Dear colleague,

A vibrational step in $dI/dV$ can point down under an STM tip even though the transmission is many decades below one half. The rule "up below $T=1/2$, down above" is the symmetric case of a more general statement. Below I derive that statement, show what it neglects, and work out how much computation buys how much accuracy.

## The step at second order in the coupling

Take one spin-degenerate level $\varepsilon$, a mode of energy $\hbar\omega$ and a coupling $M(a+a^\dagger)\sum_\sigma d_\sigma^\dagger d_\sigma$. The leads give constant self-energies $-i\Gamma_{L,R}/2$, so $\Gamma=\Gamma_L+\Gamma_R$ is the full width and $\Delta=\Gamma/2$ the half width. The temperature is zero, the mode stays in its ground state, the static (Hartree) shift is absorbed in $\varepsilon$, and $G_0=2e^2/h$. I write $\mathcal G$ for the conductance and $G$ for the retarded Green function,

$$G(E)=\frac{1}{E-z},\quad z=\varepsilon-i\Delta,\quad A=-2\,\mathrm{Im}\,G=\Gamma|G|^2,\quad T=\Gamma_L\Gamma_R|G|^2 .$$

For one level with constant widths, current conservation gives, with the interaction included in $A$,

$$I=\frac{2e}{h}\frac{\Gamma_L\Gamma_R}{\Gamma}\int A(E)\,(f_L-f_R)\,dE. \tag{1}$$

At order $M^2$, $\delta A=-2\,\mathrm{Im}(G^2\Sigma)$. The imaginary part of $\Sigma$ counts emission by an electron into empty states and by a hole into filled ones:

$$\mathrm{Im}\,\Sigma(E)=-\frac{M^2}{2}\sum_{\alpha=L,R}\Gamma_\alpha\Big[|G|^2(1-f_\alpha)\Big|_{E-\hbar\omega}+|G|^2f_\alpha\Big|_{E+\hbar\omega}\Big]. \tag{2}$$

Inside the window $\mu_R<E<\mu_L$ two terms survive: the electron term of lead $R$ for $E>\mu_R+\hbar\omega$, and the hole term of lead $L$ for $E<\mu_L-\hbar\omega$. Each lives on an interval of length $eV-\hbar\omega$. Differentiating (1) at threshold, where $\mu_L-\mu_R=\hbar\omega$, gives

$$\Delta\mathcal G=G_0M^2\frac{\Gamma_L\Gamma_R}{\Gamma}\Big[\Gamma_R|G(\mu_R)|^2\,\mathrm{Re}\,G(\mu_L)^2+\Gamma_L|G(\mu_L)|^2\,\mathrm{Re}\,G(\mu_R)^2\Big]. \tag{3}$$

The real part of $\Sigma$ adds a term in $\ln|eV-\hbar\omega|$, which is even about the threshold and carries no jump. Equation (3) is therefore the exact coefficient of $M^2$.

Now put both Green functions at the Fermi energy. With $T_{\max}=4\Gamma_L\Gamma_R/\Gamma^2$ one has $T/T_{\max}=\Delta^2|G|^2$ and $\mathrm{Re}\,G^2=|G|^2(1-2\Delta^2|G|^2)$, so

$$\Delta\mathcal G=G_0M^2|G|^2\,T\,(1-2T/T_{\max}). \tag{4}$$

This is the single-level form of the lowest-order expansion of Paulsson, Frederiksen and Brandbyge (2005). It changes sign at $T=T_{\max}/2$, which is $T=1/2$ for equal widths, and at $T=1$, where $|G|^2=4/\Gamma^2$, it equals $-4G_0M^2/\Gamma^2$. Constant widths are not enough for (4). It also needs $G$ itself to be constant over $\hbar\omega$, that is $\hbar\omega\ll|z|$.

## The tunnelling limit

Let $L$ be the tip and $R$ the substrate, with $\Gamma_t\ll\Gamma_s$. The level is tied to the substrate, $\mu_s=0$, and the tip sits at $\mu_t=eV$, positive for tunnelling into empty sample states. Then (1) reads $\mathcal G=G_0\Gamma_tA(eV)$ with the equilibrium $A$. At the positive threshold the first term of (3) remains, and at the negative one the same expression holds with $G(-\hbar\omega)$. With $\varphi=\arg G$, the relative step on raising $|V|$ is

$$\eta_\pm=\frac{\Delta\mathcal G}{\mathcal G}=M^2|G(0)|^2\,c_\pm,\qquad c_\pm=\cos2\varphi(\pm\hbar\omega)=\frac{(\varepsilon\mp\hbar\omega)^2-\Delta^2}{(\varepsilon\mp\hbar\omega)^2+\Delta^2}. \tag{5}$$

This is my reference. The size comes from the Fermi energy and the sign from the phase at the threshold. Equation (4) replaces $c_\pm$ by $c_0=\cos2\varphi(0)=1-2T/T_{\max}$, so it predicts a step down whenever the resonance lies within a half width of the Fermi energy, the mechanism of Persson and Baratoff (1987). By (5) the two polarities differ in sign when $|\Delta-\hbar\omega|<|\varepsilon|<\Delta+\hbar\omega$, which (4) cannot show.

The tip has dropped out of (5). For a typical vacuum barrier of 4 eV the decay constant is 1.02 Å$^{-1}$, so $\Gamma_t$ changes by a factor of about 8 per ångström while $\eta$ stays put. At an assumed set point of 1 nS, $T=1.3\times10^{-5}$. If $T/T_{\max}=0.64$, as in both cases below, then $T_{\max}=2.0\times10^{-5}$, the crossover lies at $T=1.0\times10^{-5}$, and $\Gamma_t/\Gamma\approx T_{\max}/4=5\times10^{-6}$. The dropped term of (3) and the heating of the mode are of that relative size.

The self-energy is known in closed form here. With $\rho=A/2\pi$ and $y=E-\hbar\omega+i0$, the electron part is

$$M^2\!\int_0^\infty\!\frac{\rho(E')\,dE'}{y-E'}=\frac{iM^2}{2\pi}\Big[\frac{\ln(-y)-\ln(-z)}{y-z}-\frac{\ln(-y)-\ln(-z^*)}{y-z^*}\Big]. \tag{6}$$

The coefficient of $\ln(-y)=\ln|x|-i\pi\theta(x)$, with $x=E-\hbar\omega$, is $M^2\rho(x)$. Near the positive threshold the relative conductance thus contains $M^2|G(0)|^2[\cos2\varphi\,\theta(x)-\pi^{-1}\sin2\varphi\,\ln|x|]$. At the crossover the step vanishes and the logarithm is at full strength, so fit both shapes to your data.

## Three ways to get $G$ at the thresholds

With $N$ orthogonal orbitals, real $H$ and $M$, and an $s$-wave tip $\Gamma_t\propto tt^{T}$ with real $t$, the matrix $G$ is symmetric and (5) becomes

$$\eta_\pm=\frac{\mathrm{Re}\,[v^TMA(0)Mv]}{v^\dagger\Gamma_sv},\qquad v=G(\pm\hbar\omega)\,t. \tag{7}$$

All modes lie below some $W$, and the job is to supply $v$ on $-W\le E\le W$.

- **A, one energy.** Use $v=G(0)t$. This is (4).
- **B, series.** For constant $\Gamma_s$, $G(E)=\sum_j(E_c-E)^jG(E_c)^{j+1}$, cut after $j=k$. The centre is $E_c=0$ (B) or a point $E_c=iy_c$ above the real axis (B′).
- **C, shared nodes.** Compute $v$ at the $K$ Chebyshev nodes $W\cos[(2j+1)\pi/2K]$ and interpolate with a polynomial. Odd $K$ contains $E=0$, and $K=1$ is method A.

One solve at every threshold reproduces (5); I call that limit D.

One identity gives all the deviations. Let $w(E)$ be the polynomial whose roots are the nodes. Then

$$\tilde G(E)=\frac{1-r}{E-z},\qquad r=\frac{w(E)}{w(z)}, \tag{8}$$

is a polynomial, because the numerator vanishes at $E=z$. Its degree is one below that of $w$ and it matches $G$ at the nodes, so it is the interpolant. The series is the case of coincident nodes. With $T_K$ the Chebyshev polynomial,

$$r_A=\frac{E}{z},\qquad r_B=\Big(\frac{E-E_c}{z-E_c}\Big)^{k+1},\qquad r_C=\frac{T_K(E/W)}{T_K(z/W)} .$$

The prefactor $M^2|G(0)|^2$ is exact in every method, and in (7) only the phase of $\tilde G$ matters. Since $|\arg(1-r)|\le\arcsin|r|$ for $|r|<1$,

$$|\tilde c-c|\le2\arcsin|r|. \tag{9}$$

The same bound holds for $\sin2\varphi$. I measure deviations in $c$, on the scale where a full step is 1, because a relative deviation means nothing at a zero crossing.

For A the deviation is linear in the mode energy, $c_\pm-c_0\simeq\mp4\varepsilon\Delta^2\hbar\omega/|z|^4$, which is $\hbar\omega/\Delta$ in size at the crossover. Nothing can be turned up to reduce it. B falls as $q^{k+1}$ with $q=W/|z|$ and diverges for modes above $|z|$. B′ has $q^2=(W^2+y_c^2)/(|z|^2+2\Delta y_c+y_c^2)$, which is below 1 once $y_c>(W^2-|z|^2)/2\Delta$. C always converges: $|T_K|\le1$ on the interval and $|T_K(\zeta)|\simeq\varrho^K/2$ with $\zeta=z/W$ and $\varrho=|\zeta+\sqrt{\zeta^2-1}|>1$, so the bound approaches $4\varrho^{-K}$. For many orbitals $G$ is a sum over poles, each with its own $r$. The slowest pole sets the rate, but (9) is strict only for one level.

## Work and memory

I count complex multiply-adds. An LU factorisation takes $\sum_{j=1}^{N-1}(j^2+j)=(N^3-N)/3$, which I call $U\simeq N^3/3$. A solve with stored factors takes $N^2$, as does a matrix-vector product. Each threshold in (7) needs $u=Mv$, two solves at $E=0$ for the real and imaginary parts of $u$ (since $A=-2\,\mathrm{Im}\,G$), and $\Gamma_sv$: $4N^2$ in all. With $N_m$ modes there are $2N_m$ thresholds. In A both polarities coincide and $v$ and the denominator are shared. Dropping terms linear in $N$:

| Method | Work | Memory (complex numbers) |
|---|---|---|
| A | $U+(2+3N_m)N^2$ | $3N^2$ |
| B | $U+(k+1+8N_m)N^2$ | $3N^2+(k+1)N$ |
| B′ | $2U+(k+1+8N_m)N^2$ | $3N^2+(k+1)N$ |
| C | $KU+(K+8N_m)N^2$ | $3N^2+KN$ |
| D | $(2N_m+1)U+10N_mN^2$ | $3N^2+2N_mN$ |

The three matrices are $H-i\Gamma_s/2$, one set of factors (those at $E=0$ are made last and kept) and one $M$ at a time. Memory does not separate the methods for one tip position. For a map over $P$ positions the $N^2$ terms of the work and the $N$ terms of the memory grow $P$-fold, while the factorisations do not.

A tolerance $\tau$ costs $\ln(2/\tau)/\ln(1/q)$ solves in B but $\ln(4/\tau)/\ln\varrho$ factorisations in C, and a factorisation is worth $N/3$ solves. The tunnelling limit makes this gap, because the tip enters as a vector. With a full-rank $\Gamma_t$ each term of B would be a matrix product, $N^3=3U$.

## Numbers on the solvable model

All inputs are assumed and describe no particular molecule: $W=0.25$ eV, $M=0.03$ eV, $N=900$ and $N_m=24$. Then $U=300N^2$, there are 48 thresholds, and their contractions cost $192N^2$. The accuracy comes from the single level and the cost from the assumed matrix size. I take two assumed resonances with the same $c_0=-0.28$.

| | $\varepsilon$, $\Delta$ (eV) | $\lvert z\rvert$ (eV) | $c_+$ | $c_-$ | $M^2\lvert G(0)\rvert^2$ | $\eta_+$ | $\eta_-$ | $\eta$ from (4) |
|---|---|---|---|---|---|---|---|---|
| broad | 0.30, 0.40 | 0.50 | −0.969 | +0.308 | 0.36 % | −0.35 % | +0.11 % | −0.10 % |
| narrow | 0.12, 0.16 | 0.20 | −0.205 | +0.685 | 2.25 % | −0.46 % | +1.54 % | −0.63 % |

These are the model's steps for a mode at $\hbar\omega=W$. In both cases (4) has the wrong sign at negative bias. The polarities disagree for $0.15<|\varepsilon|<0.65$ eV in the broad case and $0.09<|\varepsilon|<0.41$ eV in the narrow one.

Below, "bound" is (9) at the largest $|r|$ on the interval and covers every mode. "Found" is the larger of the two deviations from (5) at $E=\pm W$.

**Broad resonance**, $q=0.5$, $\varrho=4.09$:

| Setting | Work$/N^2$ | Ratio to A | Bound | Found |
|---|---|---|---|---|
| A | 374 | 1 | 1.047 | 0.689 |
| B, $k=2$ | 495 | 1.3 | 0.251 | 0.096 |
| B, $k=4$ | 497 | 1.3 | 0.0625 | 0.059 |
| B, $k=6$ | 499 | 1.3 | 0.0156 | 0.0030 |
| C, $K=3$ | 1095 | 2.9 | 0.0585 | 0.011 |
| C, $K=5$ | 1697 | 4.5 | 0.0035 | 0.0033 |
| D | 14940 | 40 | 0 | 0 |

**Narrow resonance**, $\varrho=1.91$. B has $q=1.25$ and its $|r|$ grows, to 1.95 at $k=2$ and 4.77 at $k=6$. B′ converges for $y_c>0.070$ eV, and $y_c=0.30$ eV gives $q=0.82$.

| Setting | Work$/N^2$ | Ratio to A | Bound | Found |
|---|---|---|---|---|
| A | 374 | 1 | none | 0.965 |
| B′, $k=15$ | 808 | 2.2 | 0.0860 | 0.059 |
| B′, $k=23$ | 816 | 2.2 | 0.0178 | 0.016 |
| C, $K=3$ | 1095 | 2.9 | 0.569 | 0.162 |
| C, $K=5$ | 1697 | 4.5 | 0.155 | 0.072 |
| C, $K=7$ | 2299 | 6.1 | 0.0424 | 0.039 |
| C, $K=9$ | 2901 | 7.8 | 0.0116 | 0.0099 |
| D | 14940 | 40 | 0 | 0 |

The found values fall unevenly because they depend on the phase of $r$, and the bound is nearly reached when $r$ is almost imaginary and $|\sin2\varphi|$ is near 1. I therefore choose by the bound.

## The floor set by higher orders

All of this converges to the coefficient of $M^2$, and the physical step has further terms. The relative size of the next order is about $M^2|G(0)|^2$, from the table above, enhanced by the logarithm in (6). That logarithm shifts the level at threshold by roughly $\delta\varepsilon=M^2\rho(0)\ln(|z|/\delta)$, where $\delta$ is the resolution. The thermal width of the peak in $d^2I/dV^2$ is $5.4\,k_BT$, or 2.3 meV at an assumed 5 K. With $\rho(0)=\Delta/\pi|z|^2=0.509$ and $1.273$ eV$^{-1}$, the shifts are 2.5 and 5.1 meV. Since $|\partial\varphi/\partial\varepsilon|=|\mathrm{Im}\,G|\le1/\Delta$, they move $c$ by up to $2\,\delta\varepsilon/\Delta$, about 0.01 in the broad case and 0.06 in the narrow one. This estimates one fourth-order effect and is no bound on them all.

Electron-hole pairs in the substrate also damp the mode, with a golden-rule width $4\pi M^2\int_{-\hbar\omega}^0\rho(E)\rho(E+\hbar\omega)\,dE$ for both spins. For the top mode this is 0.7 and 3 meV. It smears the threshold, in the narrow case as much as temperature does, but leaves the height unchanged at leading order.

## What to use

**For a stated accuracy, constant $\Gamma_s$.** A suffices when $\hbar\omega\le|z|\sin(\tau/2)$. For $\tau=0.1$ that means modes below 25 meV (broad) or 10 meV (narrow), and for $\tau=0.02$ below 5 or 2 meV. Its sign is safe only if $|c_0|$ exceeds the bound. For the full range up to 0.25 eV, the cheapest of the methods above are:

| Tolerance | Broad | Narrow |
|---|---|---|
| 0.1 | B, $k=4$ (1.3) | B′, $k=15$ (2.2) |
| 0.02 | B, $k=6$ (1.3) | B′, $k=23$ (2.2) |

One order less misses in each entry: the bounds are 0.125 at $k=3$, 0.0313 at $k=5$, 0.105 at $k=14$ and 0.0217 at $k=22$. The narrow entry at 0.02 lies under the floor of 0.06 for this $M$. It costs only eight more solves, but it adds no physical accuracy.

**For a stated accuracy, structured substrate.** If $\Gamma_s$ varies over $\pm W$, as near a band edge or $d$ bands, the series as written no longer holds, since it would need energy derivatives of the substrate self-energy. C needs only values, and the denominator of (7) is then best taken as $-2\,\mathrm{Im}\,t^Tv$. The single-pole rates are now a guide and no guarantee. They ask for $K=3$ and $5$ (broad) or $K=7$ and $9$ (narrow) at the two tolerances. D takes 49 factorisations. For a pole at $\varepsilon=0$, $\ln\varrho=\operatorname{arsinh}(\Delta/W)$, and $4\varrho^{-49}=0.02$ gives $\Delta\approx27$ meV. D wins only for sharper resonances, and there the assumed $M$ exceeds $\Delta$, so second order has already failed.

**Inside a budget.** At 1.5 times the work of A, take B and stop at $k=6$ in the broad case, where the bound is close to the floor. In the narrow case this budget covers only modes below 0.20 eV. Modes up to 0.10 eV have $q\le0.5$ and inherit the bounds of the broad table, and the top mode gets no guarantee even of its sign. At 3 times, B′ settles the narrow case, with a bound of 0.0178 against 0.569 for C at $K=3$. On a structured substrate the denominator $-2\,\mathrm{Im}\,t^Tv$ is linear in $N$, so the product $\Gamma_sv$ drops out, while each node also costs one substrate self-energy, of work $S$. Then C takes $KU+(K+6N_m)N^2+KS$ and A takes $U+(1+3N_m)N^2+S=373N^2+S$. The ratio of C to A starts from 2.8, 6.0 and 7.6 for $K=3$, $7$ and $9$ at $S=0$ and moves towards $K$ as $S$ grows. A budget of 3 then always admits $K=3$, enough for 0.1 in the broad case only. A budget of 8 always admits $K=7$, and admits $K=9$ only while $2853N^2+9S\le8(373N^2+S)$, that is $S\le131N^2$. With the floor at 0.06, $K=7$ is the place to stop in the narrow case.

Rational or Krylov resummation of the vectors of B may avoid the second factorisation of B′. It is exact at once for a single pole, so this model cannot test it and I leave it unranked.

For your measurement, record both polarities. To first order in $\hbar\omega$ the average of $\eta_+$ and $\eta_-$ is the value of (4), and $\eta_+-\eta_-$ has the sign opposite to $\varepsilon$. A difference comparable to the average tells you that one energy is too few.